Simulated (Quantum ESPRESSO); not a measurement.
# Work function, top-layer force and surface energy of Li(100) films of 3 to 8 layers in PBE and LDA

An electron-injecting contact may carry a lithium film only a few atoms thick, and the barrier at such a contact depends on the film's work function. If that quantity changes with each added layer, uneven thickness means an uneven barrier. This section follows the work function Φ, the force on the top atom and the excess energy of unrelaxed Li(100) slabs as layers are added. Φ is the vacuum level less the Fermi level, a positive force points out of the film, and half the excess energy is the surface energy per 1×1 cell. The table holds no measured values, so the comparison is between thicknesses and between two functionals, PBE and LDA.

## Set-up

Quantum ESPRESSO 7.5 (pw.x), driven by a script. Symmetric 1×1 slabs of Li(100) (bcc) at the tabulated measured lattice constant, atoms at bulk places, 7.5 Å of empty space on each side as the script builds them, with open boundaries by the effective screening medium. Mesh 8×8×1 for all thicknesses, Marzari-Vanderbilt smearing of 0.02 Ry, spin-paired, no spin-orbit coupling. PBE, GBRV ultrasoft: cutoffs 40 and 200 Ry; LDA, GBRV ultrasoft: cutoffs 40 and 200 Ry. The excess energy is the slab's energy less the number of layers times the slope of a straight line through the thicker slabs; it is twice the surface energy per cell.

Notes on method and selection:

- Confinement between the two faces quantises the states along the normal, so values can oscillate with thickness.
- The measured lattice constant is no functional's own, which adds to the force.
- Measured work functions of the rebuilt (100) and (110) faces of Au, Pt and Ir, of Ta(111), and of polycrystals are not set beside the runs.
- Runs in which the search for lower states was switched off are not listed.
- Runs that did not converge, have known faults or may not be shown are not listed, and runs on Ansatz's PAW sets soft_1 and soft_2 are kept to separate tables.

Columns:

- layers: number of atomic layers.
- Φ (eV): work function: vacuum level outside the slab less the Fermi level.
- force (eV/Å): force on the top atom along the outward normal; negative pulls it inwards.
- excess energy (meV): excess energy of the slab, both faces, per 1×1 cell.

## Numbers

| member | layers | Φ (eV), PBE, GBRV ultrasoft | Φ (eV), LDA, GBRV ultrasoft | force (eV/Å), PBE, GBRV ultrasoft | force (eV/Å), LDA, GBRV ultrasoft | excess energy (meV), PBE, GBRV ultrasoft | excess energy (meV), LDA, GBRV ultrasoft |
| --- | --- | --- | --- | --- | --- | --- | --- |
| 3 layers | 3 | 2.927 | 3.011 | −0.0382 | −0.0902 | 703 | 774 |
| 4 layers | 4 | 3.080 | 3.163 | 0.0071 | −0.0426 | 704 | 774 |
| 5 layers | 5 | 2.925 | 3.014 | 0.0137 | −0.0383 | 716 | 786 |
| 6 layers | 6 | 3.030 | 3.113 | 0.0062 | −0.0457 | 705 | 776 |
| 7 layers | 7 | 3.009 | 3.095 | 0.0021 | −0.0495 | 716 | 785 |
| 8 layers | 8 | ? | 3.069 | ? | −0.0452 | ? | 775 |

Cells marked ? are withheld until the estimate has been made.

## Why the values move as they do

The work function does not move steadily with thickness. In PBE it rises by 3.080 − 2.927 = 0.153 eV from 3 to 4 layers, falls by 3.080 − 2.925 = 0.155 eV at 5 and rises by 3.030 − 2.925 = 0.105 eV at 6. LDA follows the same course, and its 8-layer film lies below those of 6 and 7 layers, so a simple rule of high even and low odd films fails.

Confinement offers a reason. States along the normal are quantised, and the Fermi level shifts as successive levels pass through it, with a period in thickness of half a Fermi wavelength, $\pi/k_F$. For free electrons, one per atom in a bcc crystal, $k_F = (6\pi^2)^{1/3}/a \approx 3.9/a$, which gives a period of 0.81 $a$. Layers are 0.5 $a$ apart, or 0.5 / 0.81 = 0.62 of a period, so whole layers sample a slower beat of 1/(1 − 0.62) = 2.6 layers. Counted from the high value at 4 layers, the next maximum falls between 6 and 7 and the next minimum near 8, as the LDA column has it. The 8×8×1 mesh is coarse for so small a cell and may alter the size of the swings.

The force depends more on the functional than on thickness once the film has 4 layers. LDA pulls the top atom inwards in every film; PBE does so only at 3 layers and leaves a small outward force in the films of 4 to 7. At 7 layers the difference is −0.0495 − 0.0021 = −0.0516 eV/Å. The sign fits the known tendency of LDA to make lithium too compact: at the measured lattice constant its slab is stretched, which favours inward relaxation.

The excess energy varies little, from 703 to 716 meV in PBE, or about 0.35 to 0.36 eV per cell and face. LDA lies 69 to 71 meV higher for the two faces together.

## A prediction

Plain estimates from the members shown:

- 8 layers (PBE, GBRV ultrasoft), from its own LDA, GBRV ultrasoft value plus the mean shift PBE, GBRV ultrasoft − LDA, GBRV ultrasoft over the other 5 members (−0.085, standard deviation 0.0023): 3.069 − 0.085 = 2.984 eV

The 8-layer PBE value is best taken from the LDA result for the same film. Both functionals are applied to the same atomic positions, electron count and mesh, so the confinement swings and most of the sampling error are common to both and largely cancel in the difference. The five shown differences, PBE less LDA, run only from −0.089 to −0.083 eV, while Φ itself varies by 0.155 eV in PBE.

The route can be tried on the 7-layer film. The other four films give a mean shift of −(0.084 + 0.083 + 0.089 + 0.083)/4 = −0.085 eV, hence 3.095 − 0.085 = 3.010 eV, against 3.009 eV in the table. When each film is left out in turn, the largest miss is 0.005 eV, at 5 layers, and the typical miss is 0.003 eV. The mean of the PBE films would be a much weaker basis, since they scatter about it by 0.07 eV.

No further correction is warranted. The two even films have a shift of −0.083 eV, which would raise the estimate by 0.002 eV, but that is within the scatter and rests on two members. The force and excess-energy differences between the functionals are also nearly constant, and give no sign of a change in the offset with thickness. The estimate is therefore 3.069 − 0.085 = 2.984 eV, with a standard deviation of 0.003 eV from the leave-one-out misses.

**Committed estimate, 8 layers (PBE, GBRV ultrasoft): Φ = 2.984 ± 0.003 eV.**

## Check

| member | level | layers | Φ (eV) | force (eV/Å) | excess energy (meV) |
| --- | --- | --- | --- | --- | --- |
| 8 layers | PBE, GBRV ultrasoft | 8 | 2.985 | 0.0069 | 704 |

| member | estimate | Φ (eV) | computed | estimate − computed | miss in error bars |
| --- | --- | --- | --- | --- | --- |
| 8 layers (PBE, GBRV ultrasoft) | committed | 2.984 | 2.985 | −0.001 | 0.3 |
| 8 layers (PBE, GBRV ultrasoft) | shift from LDA, GBRV ultrasoft | 2.984 | 2.985 | −0.001 |  |

The committed estimate of 2.984 eV lies 0.001 eV below the computed 2.985 eV, well inside its error bar of 0.003 eV. It is the same number as the plain estimate from LDA, so the reasoning added no accuracy to that route. The assumption that the two functionals differ by a nearly constant amount held, and leaving out a correction for even films made no difference that matters.

This success says little about confinement, because the offset would carry over whatever made the LDA values swing. PBE does repeat the fall from 7 to 8 layers, by 3.009 − 2.985 = 0.024 eV. The earlier reading of 8 layers as a minimum went too far, since without a 9-layer film only a fall is shown. The excess energy also speaks against a single free-electron beat of 2.6 layers: from 4 to 8 layers it alternates in PBE as 704, 716, 705, 716 and 704 meV, a period of two layers. Confinement remains a plausible cause of the swings in Φ, but that simple model does not describe both properties.

## Exceptions

The 3-layer film stands apart in the force. Its top atom is pulled inwards by 0.0382 eV/Å in PBE, whereas the thicker films have outward forces of 0.0021 to 0.0137 eV/Å. LDA shows the same step, from −0.0902 eV/Å at 3 layers to between −0.0383 and −0.0495 eV/Å in the others. With a single layer between its two surface layers, this film has no bulk-like interior, and the disturbances from both faces overlap. That is a plausible reason for the departure, though it does not by itself explain why the extra pull is inward.

The mean PBE work function of the six films is (2.927 + 3.080 + 2.925 + 3.030 + 3.009 + 2.985) / 6 = 2.993 eV. The 4-layer film is farthest from it, at 3.080 − 2.993 = 0.087 eV above. The films of 3 and 5 layers lie 2.993 − 2.927 = 0.066 eV and 2.993 − 2.925 = 0.068 eV below. Departures of both signs between neighbours fit quantised levels crossing the Fermi level, but an 8×8×1 mesh can also misplace the Fermi level as such levels fill, and runs on a denser mesh would show how much of the swing survives.

## Closing remarks

For unrelaxed Li(100) films of 3 to 8 layers, an LDA run gives the PBE work function to about 0.003 eV after subtracting 0.085 eV. Without that run, the mean of the PBE films is good only to about 0.06 eV. The surface energy is steadier, at 0.35 to 0.36 eV per cell and face in PBE.

For a contact whose injection barrier follows Φ fully, the step between 4 and 5 layers would matter if it survives a denser mesh. At room temperature, with a thermal energy of about 0.026 eV, a step of that size changes a thermally activated current by a factor of exp(0.155 / 0.026), or roughly 400.

Real lithium surfaces also take up oxygen, which shifts Φ and is absent from these clean films. Oxygen beneath the top lithium atoms tends to lower Φ, and oxygen above them tends to raise it.
